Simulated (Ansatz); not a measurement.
## A series in volume scale on InAg3

All results are calculated (Ansatz 0.2.0). Free energy against uniform scaling of the volume at fixed shape and fractions; periodic cell, basis, potentials, k mesh and filling as listed.

The cell before it is scaled or strained (space group Pm-3m, No. 221):
```
CELL_PARAMETERS angstrom
4.15780 0.00000 0.00000
0.00000 4.15780 0.00000
0.00000 0.00000 4.15780
ATOMIC_POSITIONS crystal
In 0.00000 0.00000 0.00000
Ag 0.00000 0.50000 0.50000
Ag 0.50000 0.00000 0.50000
Ag 0.50000 0.50000 0.00000
```

Settings of every row: functional PBEsol; dispersion none; potentials PAW; wave cutoff 517.02 eV; density cutoff 2068.1 eV; k mesh 6x6x6; k shift 0x0x0; occupations gaussian; smearing width 0.15 eV; spin none.

Limits: coarse k mesh, up to 40 meV an atom off.

| row | volume scale | V (Å³/atom) | pressure (GPa) | energy above lowest point (meV/atom) |
| --- | --- | --- | --- | --- |
| 1 | 0.9406 | 16.902 | 5.61 | 11.9 |
| 2 | 0.9703 | 17.436 | 1.66 | 0 |
| 3 | 1 | 17.969 | -1.58 | 0.1 |
| 4 | 1.0297 | 18.503 | ? | ? |
| 5 | 1.0594 | 19.037 | -6.37 | 27.7 |

Question: what pressure and energy above lowest point should row 4 give?

Worked fit of pressure. Take u = (V_r/V)^(2/3) − 1 with V_r = 17.703 Å³ an atom, which is twice the finite (Eulerian) strain; such expansions in the strain, on which the Birch-Murnaghan equation of state is built, carry the rest volume and the bulk modulus. The shown rows have u = 0.03135, 0.01018, -0.00989, -0.04728. Least squares give pressure = −0.042 + 161.73 × u + 590.4 × u² GPa; a straight line predicts inner rows, each left out in turn, worse (root mean square 0.57 against 0.011 GPa). The rows lie off it by 0.00, -0.01, 0.00, 0.00. The pressure vanishes at u = 0.0003, or V = 17.7 Å³ an atom, and there the bulk modulus at fixed shape and fractions is B = −V dP/dV = (2/3)(1 + u) dP/du = 108 GPa. The withheld row has u = -0.02904, so the fit gives −0.042 + 161.73 × (-0.02904) + 590.4 × (-0.02904)² = -4.24 GPa.

The calculation gave -4.23 GPa. The fit lies 0.01 GPa (0.083 % of the column's range) below it, one unit of the last digit.

Worked fit of energy above lowest point. Take u = (V_r/V)^(2/3) − 1 with V_r = 17.703 Å³ an atom, which is twice the finite (Eulerian) strain; such expansions in the strain, on which the Birch-Murnaghan equation of state is built, carry the rest volume and the bulk modulus. The shown rows have u = 0.03135, 0.01018, -0.00989, -0.04728. Least squares give energy above lowest point = −1.25 + 6.7 × u + 13105 × u² meV/atom; a straight line predicts inner rows, each left out in turn, worse (root mean square 13 against 0.35 meV/atom). The rows lie off it by 0.1, -0.2, 0.1, 0.0. Its lowest point lies at u = -0.0003, or V = 17.71 Å³ an atom, and the curvature there gives the bulk modulus at fixed shape and fractions, B = (4/9)(1 + u)² E″(u)/V = 105 GPa. The withheld row has u = -0.02904, so the fit gives −1.25 + 6.7 × (-0.02904) + 13105 × (-0.02904)² = 9.6 meV/atom.

The calculation gave 9.9 meV/atom. The fit lies 0.3 meV/atom (3 % of the value, 1.1 % of the column's range) below it; its largest miss of a shown row is 0.2 meV/atom.
